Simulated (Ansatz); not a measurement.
# HfSiO$_{4}$: from supercell energies to defect levels (Sn on the Si site)

Computed with DFT PBE, scalar-relativistic, plane waves, PAW in Ansatz 0.2.0. Settings: 420 eV cutoff, 2×2×2 k-mesh, shifted by half a step, Gaussian smearing of 0.01 eV, collinear spin in charge +1, -1 alone.

Host crystal, relaxed:

```cif
data_structure
_symmetry_space_group_name_H-M 'P 1'
_symmetry_Int_Tables_number 1
_cell_length_a 5.5789
_cell_length_b 5.5789
_cell_length_c 5.5789
_cell_angle_alpha 106.891
_cell_angle_beta 106.891
_cell_angle_gamma 114.765
_cell_volume 132.81
loop_
_atom_site_label
_atom_site_type_symbol
_atom_site_fract_x
_atom_site_fract_y
_atom_site_fract_z
_atom_site_occupancy
Hf1 Hf 0.75000 0.25000 0.50000 1
Hf2 Hf 0.00000 0.00000 0.00000 1
Si1 Si 0.25000 0.75000 0.50000 1
Si2 Si 0.50000 0.50000 0.00000 1
O1 O 0.13474 0.31893 0.81581 1
O2 O 0.06893 0.75313 0.68419 1
O3 O 0.50313 0.31893 0.18419 1
O4 O 0.06893 0.38474 0.31581 1
O5 O 0.61526 0.93107 0.68419 1
O6 O 0.68107 0.86526 0.18419 1
O7 O 0.24687 0.93107 0.31581 1
O8 O 0.68107 0.49687 0.81581 1
```

The Sn on the Si site was set at (0.250, 0.750, 0.500) of the host cell, in a supercell of 48 sites (531 Å³), relaxed at fixed cell in each charge q. The host's Kohn–Sham gap is 5.31 eV and its static dielectric constant 12.6 (mean). For each charge: the supercell's free energy over the neutral one with q electrons exchanged at the valence band top, F(q) − F(0) + qE_v; the image-charge term; and the term that aligns the potential far from the defect with the host's.

Spin-orbit coupling is left out, which matters for the bands and energies of heavy elements.

```json
{"q": "+1", "F(q) − F(0) + qE_v (eV)": "-0.210", "image charge (eV)": "0.203", "alignment (eV)": "0.204"}
{"q": "0", "F(q) − F(0) + qE_v (eV)": "0.000", "image charge (eV)": "0.000", "alignment (eV)": "0.000"}
{"q": "-1", "F(q) − F(0) + qE_v (eV)": "4.612", "image charge (eV)": "0.203", "alignment (eV)": "-0.381"}
```

Q: Add the terms and find the levels between neighbouring charges, ε(q/q′) = [A(q′) − A(q)]/(q − q′), with and without the two corrections.

A: A(q): 0.197 eV for +1, 0.000 eV for 0, 4.435 eV for -1.
```csv
level,corrected (eV over E_v),uncorrected (eV)
(+1/0),-0.20,0.21
(0/-1),4.43,4.61
```

As a check, a point charge in a simple cubic cell of this volume has q²αe²/(2εL) = 0.200 q² eV (e² = 14.40 eV Å, α = 2.837, L = 8.10 Å); the shape of the real cell can change it somewhat. The term grows as q², so it pushes donor levels down and acceptor levels up. The program doubts the alignment for q = +1, -1, so levels beside it are uncertain by about that term.

Q: Which of these charges is lowest with the Fermi level at the valence band top, at mid-gap and at the conduction band bottom?

A: The line A(q) + qE_F that lies lowest gives the charge: 0 at E_F = 0.00 eV, 0 at E_F = 2.65 eV, -1 at E_F = 5.31 eV. (+1/0) falls outside this Kohn–Sham gap, so the change of charge isn't reached within it; the real gap is usually wider and may hold a localised level, while a level that comes from a carrier in the host's bands only marks the band edge and moves with it. In charge +1 the cell has partly filled levels, from a carrier spread over the host's bands, a defect level that the small cell broadens into a band, or a degenerate defect level that the symmetric start can't split, so the levels beside it are doubtful. In charge +1 the extra carrier sits in the host's bands, sampled away from their edge; a term of -0.20 eV would put the level beside it at that edge (it also undoes corrections that don't apply to a spread carrier) and isn't included above. Without the alignment that the program doubts, the level (+1/0) would lie at 0.01 eV, inside the gap, so these runs don't decide whether the defect changes charge there. Charges beyond those computed could lie lower near the band edges.

Q: The neutral defect forms at 5.96 eV with atoms taken from and returned to the elements. What are the formation energies at those three Fermi levels, and what share of sites would hold the defect at 1200 K with E_F at mid-gap, if the host still stood at that temperature?

A: E_f = E_f(0) + A(q) + qE_F = 5.96, 5.96, 5.09 eV. In the dilute limit the share is exp(−E_f/k_BT) = exp(−5.959/0.1034) = 9.4×10⁻²⁶, leaving out degeneracy and vibrational entropy. Both elements stand at their elemental potentials, a limit that the host or competing compounds often put out of reach. The small cell and the narrow Kohn–Sham gap leave errors of tenths of an eV or more, which change the share by orders of magnitude.

Tin on the silicon site behaves as an isovalent substituent: Sn(IV) replaces Si(IV), so the neutral defect needs no compensating carrier and is the lowest of the computed charges at mid-gap. The acceptor level at 4.43 eV lies high in the Kohn–Sham gap, which suggests a fairly deep electron trap rather than a source of free holes. The added electron probably enters an antibonding state of Sn 5s and O 2p character, pulled below the host's conduction band because the Sn–O interaction is weaker than Si–O and the tin 5s level is low. The positive charge state gives no firm evidence of a donor level belonging to tin, as expected when the highest filled states are mainly O 2p.

The formation energy of 5.96 eV reflects the exchange of strong Si–O bonds for weaker Sn–O bonds, together with the strain of a larger ion in a small tetrahedral site. Without a spin density or orbital projection, the trapped electron's localisation on tin remains an inference.
